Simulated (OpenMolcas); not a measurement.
## How basis sets differ on GeNH3 (SMILES [N][GeH3])

GeNH3: 5 atoms, total charge 0, spin state triplet. SMILES: `[N][GeH3]`. The shape comes from GFN2-xTB, which is rough for such elements, and wasn't checked as a minimum.

Quantity: the dipole moment, in D. The values are calculated.

```
             level          kind     program  value (D)
UHF/ANO-R0 (sfX2C)  Hartree–Fock  OpenMolcas       0.98
        UHF/STO-3G  Hartree–Fock  OpenMolcas       1.30
         UHF/3-21G  Hartree–Fock  OpenMolcas       1.53
      UHF/def2-SVP  Hartree–Fock  OpenMolcas       1.40
```

All-electron rows without a relativistic Hamiltonian named are non-relativistic. The values span 0.98 to 1.53 D. Magnitudes only: a small dipole may point the other way at some levels. Sets without polarisation functions give poor dipoles.

The dipole of triplet germylnitrene depends strongly on the basis, and the two minimal sets, ANO-R0 and STO-3G, differ from each other by more than 3-21G and def2-SVP do. Nitrogen is much more electronegative than germanium, so the Ge–N σ bond is polarised towards nitrogen, and the nitrogen lone pair along the axis adds to that moment. The Ge–H bonds are hydridic and pull charge towards the other end of the molecule, so the total is a partly cancelling sum in which modest shifts of density show up clearly. The differences probably reflect how freely each set lets the valence density on nitrogen and hydrogen expand and polarise, with scalar relativity a smaller influence for germanium.

The closeness of STO-3G to def2-SVP is therefore no sign that a minimal basis describes the charge distribution well. With no larger polarised or diffuse set for comparison, the def2-SVP value can't be taken as the Hartree–Fock limit.
